The atomization energy is the energy needed to take a molecule apart into free atoms. Here it is purely electronic, with no zero-point or spin-orbit term, and was computed for five small tin compounds with five density functionals and, as the reference, with an estimate of CCSD(T) at the basis-set limit. What is compared is the error, functional less this estimate: a positive value means that the functional binds the molecule too strongly, a negative one too weakly. All five molecules carry a methyl group, a fluorine and a hydrogen on tin, and only the fourth partner changes: hydrogen (*H), ethynyl (*C#C), vinyl (*C=C), amino (*N) or hydroxyl (*O).

Atomization energies of gas-phase *[SnH]([CH3])[F] (SMILES; * is the varied group, Sn the marked atom), computed with Ansatz 0.2.0 at PBE0-D4/def2-TZVP geometries. The functionals use the def2-TZVPP basis, and the reference is a frozen-core CCSD(T) estimate at the basis-set limit: Hartree–Fock and MP2 correlation are extrapolated from def2-TZVPP and def2-QZVPP, and CCSD(T) less MP2 is added from def2-TZVPP alone. All use the def2 core potential on Sn.

| group * | formula | binding atom | its electronegativity | point group | bond from the marked atom to the group (Å) | bonds | CCSD(T) atomization energy (eV) | PBE-D4 less CCSD(T) (eV) | B97M-V less CCSD(T) (eV) | r2SCAN0-D4 less CCSD(T) (eV) | B2PLYP less CCSD(T) (eV) | PBE-QIDH less CCSD(T) (eV) |
| --- | --- | --- | --- | --- | --- | --- | --- | --- | --- | --- | --- | --- |
| *H | CH5FSn | H | 2.200 | Cs | 1.706 | 7 | 26.38 | -0.124 | 0.075 | -0.664 | -0.579 | -0.586 |
| *C#C | C3H5FSn | C | 2.550 | C1 | 2.077 | 9 | 39.18 | 0.545 | -0.036 | -1.014 | -0.627 | -0.499 |
| *C=C | C3H7FSn | C | 2.550 | C1 | 2.117 | 11 | 45.76 | 0.495 | -0.006 | -0.905 | -0.754 | -0.567 |
| *N | CH6FNSn | N | 3.040 | C1 | 2.000 | 9 | 34.45 | 0.150 | -0.108 | -1.058 | -0.707 | -0.803 |
| *O | CH5FOSn | O | 3.440 | C1 | 1.954 | 8 | 31.91 | 0.042 | -0.150 | -1.069 | -0.763 | -0.831 |

Measured against this reference, PBE-D4 is closer than B2PLYP in every row. That is surprising, because PBE is the simplest functional of the set, while B2PLYP adds exact exchange and a share of MP2 correlation. Yet the errors of PBE-D4 spread over 0.67 eV from one group to another, and those of B2PLYP over only 0.18 eV. Closeness and steadiness are different qualities, and here PBE-D4 has more of the first and less of the second.

A simple test makes the difference visible: subtract from each functional its own mean error and see what remains. For B2PLYP the mean is −0.686 eV, and the largest remainder, in the hydrogen row, is −0.579 + 0.686 = 0.107 eV. For PBE-D4 the mean is only 0.222 eV, but the same row keeps −0.124 − 0.222 = −0.346 eV. One constant therefore describes most of B2PLYP's failure in these five molecules, while no constant can repair PBE-D4.

The size of the molecule does not explain where PBE-D4 goes wrong. The ethynyl and amino compounds have the same number of bonds, with a multiple bond counted once, yet their PBE-D4 errors differ by about 0.4 eV. The polarity of the new tin bond looks more promising, since the error falls from carbon to nitrogen to oxygen as the electronegativity of the binding atom rises. Hydrogen breaks this pattern: it is the least electronegative of the four binding atoms and should have the highest error, but it has the lowest. The ethynyl and vinyl groups stand apart in another way: they alone have two heavy atoms, and a multiple bond between them.

Theory offers a reason why that should matter. PBE is semilocal: it works out exchange and correlation at each point from the density and its gradient there. When atoms combine, electron pairs that were apart come to share the same region, and this approximation tends to overestimate the energy gained. In a double or triple bond several pairs lie between the same two nuclei, so the overestimate is large. The single pair of H₂ is a different case, and PBE binds that molecule somewhat too weakly.

If this picture is right, most of the error belongs to the group and should travel with it from one molecule to another. That can be tested with an exchange in which the group X moves from hydrogen to tin: Sn–H + H–X → Sn–X + H–H. Every bond inside X survives, and one single bond to tin and one to hydrogen stand on each side. Suppose that PBE makes no error in the energy of this exchange. Then its error for the tin compound must change, on going from hydrogen to X, by its error for H–X less its error for H₂.

For the ethynyl group, H–X is acetylene. As rough recalled values, PBE without a dispersion correction overbinds acetylene by 0.4 eV and underbinds H₂ by 0.2 eV, so the expected change is 0.4 − (−0.2) = 0.6 eV. The computed change, with the D4 dispersion term also removed, is 0.347 − (−0.244) = 0.591 eV. The agreement is closer than the rounded inputs deserve, but the size is right, and no tin data entered the estimate. It supports the idea that the error travels with the group. That the multiple bond is its source remains an argument from theory, and a third of the expected change comes from H₂ rather than from acetylene.

The other groups show how far the idea carries. It correctly gives the two carbon groups the largest changes, followed by amino and then hydroxyl. For vinyl the estimate is about 0.1 eV too high, and for amino and hydroxyl it is nearly 0.2 eV too high, which for hydroxyl is more than the computed change itself. The assumption of an error-free exchange therefore looks poor when nitrogen or oxygen moves from hydrogen to tin, although the rounded inputs and the triple-zeta basis used for the tin compounds may account for part of the difference. The groups' own errors account for the order, but not for the full gap between the carbon groups and the other two. The printed output after the text lists the estimate beside the computed change for each group.

The D4 term also shows how a small total error can arise. For the hydroxyl compound, PBE alone lies 0.111 eV below the reference, D4 adds 0.153 eV of binding, and the sum is an error of only 0.042 eV. Two contributions of opposite sign have largely cancelled, provided that the reference can be trusted to about 0.1 eV, which is questioned below. D4 is not what makes PBE-D4 unsteady, however, because without it the errors still spread over 0.59 eV.

The other kind of failure is a large offset. r2SCAN0-D4, B2PLYP and PBE-QIDH all bind every molecule too weakly, by about half an eV or more. Most of B2PLYP's offset is already there when the fourth partner is a mere hydrogen atom: that row has about three quarters of its largest error. This suggests that much of B2PLYP's failure comes from what the molecules have in common, the tin centre with its other partners and their free atoms. The split is not exact, because the hydrogen row has a fourth bond of its own and a larger group adds more bonds, each of which may bring its own error.

For r2SCAN0-D4 the likely reason is its exact exchange. Hartree–Fock theory, which has exact exchange but no correlation, binds molecules far too weakly, and mixing in part of its exchange generally lowers the atomization energy. In a functional that overbinds strongly this is a cure; in one that overbinds little it can go too far. The table does not vary the share of exact exchange, so this remains an argument from theory.

The offsets of B2PLYP and PBE-QIDH should not be charged to the functionals alone. Both were used without a dispersion correction, which would add binding. Their MP2 part was computed in a triple-zeta basis, whereas in the reference the Hartree–Fock and MP2 parts are extrapolated to the basis-set limit, and a finite basis normally recovers too little of the correlation energy gained on bonding. Both effects push towards underbinding, and the numbers do not separate them from the functional's own error. B2PLYP's narrow spread is thus a property of this whole recipe, and may itself contain some cancellation.

The reference has limits of its own. Its step from MP2 to CCSD(T) was computed in the triple-zeta basis only, so whatever that step would still change in a larger basis is counted in the errors of all five functionals, and the table cannot show how much it is. In addition, outer-core electrons of tin were correlated in a basis not designed for them, which can shift the CCSD(T) result by up to about 4 kJ/mol a bond, or 0.17 eV for the four bonds on tin. All errors of B97M-V, and those of PBE-D4 for hydrogen, amino and hydroxyl, are smaller than this, so their signs are not settled. For the two carbon groups, such a shift could even reverse which of PBE-D4 and B2PLYP is closer. The contrast in steadiness is safer, because three of the four tin bonds are the same in every row and most of the outer-core shift should cancel between rows. What the triple-zeta step leaves out may depend more on the group, and so cancel less well. The MP2 part of the two double hybrids has the same weakness, and in a smaller basis.

For practical work, the useful question is which bonds change. An atomization energy breaks every bond, so the overbinding inside an ethynyl group appears in full. A reaction that carries the group intact from hydrogen to tin has the same internal bonds on both sides, and by the estimate above most of PBE's error for that group drops out. For amino and hydroxyl the estimate promises no such gain: nearly 0.2 eV is left over, about as much as PBE's rough error for ammonia and more than that for water. For another group on this tin centre, the same estimate can serve as a first guess: PBE's error in the hydrogen row, plus its error for the group's compound with hydrogen, less its error for H₂, all taken without the D4 term. With only one group bound through nitrogen and one through oxygen, the table cannot show whether the guess would be too high for other such groups as well.

Numerical output:

```
Mean error of PBE-D4 (eV): 0.2216
Mean error of B97M-V (eV): -0.045
Mean error of r2SCAN0-D4 (eV): -0.942
Mean error of B2PLYP (eV): -0.686
Mean error of PBE-QIDH (eV): -0.6572
Range of PBE-D4 errors (eV): 0.669
Range of B97M-V errors (eV): 0.225
Range of r2SCAN0-D4 errors (eV): 0.405
Range of B2PLYP errors (eV): 0.184
Range of PBE-QIDH errors (eV): 0.332
Range of PBE-D4 over range of B2PLYP (ratio): 3.636
Range of PBE-D4 errors without the H row (eV): 0.503
Range of B2PLYP errors without the H row (eV): 0.136
Range of PBE errors with D4 removed (eV): 0.5907
PBE-D4 error of the ethynyl row less that of the amino row, equal bond counts (eV): 0.395
Possible reference error for four tin bonds (eV): 0.1658
Rows where PBE-D4 is closer to the reference than B2PLYP (count): 5
Rows where PBE-D4 is closer to the reference than PBE-QIDH (count): 4
Rows where the PBE-D4 error is within the possible reference error (count): 3
Error of r2SCAN0-D4 in the H row as share of its largest (percent): 62.11
Error of B2PLYP in the H row as share of its largest (percent): 75.88
PBE with D4 removed and the group estimate in eV:
   row  D4 part  error without D4  change from H row  estimated change  estimate less computed
    *H   0.1201           -0.2441                  0                 0                       0
  *C#C   0.1984            0.3466             0.5907               0.6                 0.00935
  *C=C   0.2449            0.2501             0.4942               0.6                  0.1058
    *N   0.1758          -0.02576             0.2183               0.4                  0.1817
    *O   0.1526           -0.1106             0.1335               0.3                  0.1665
```
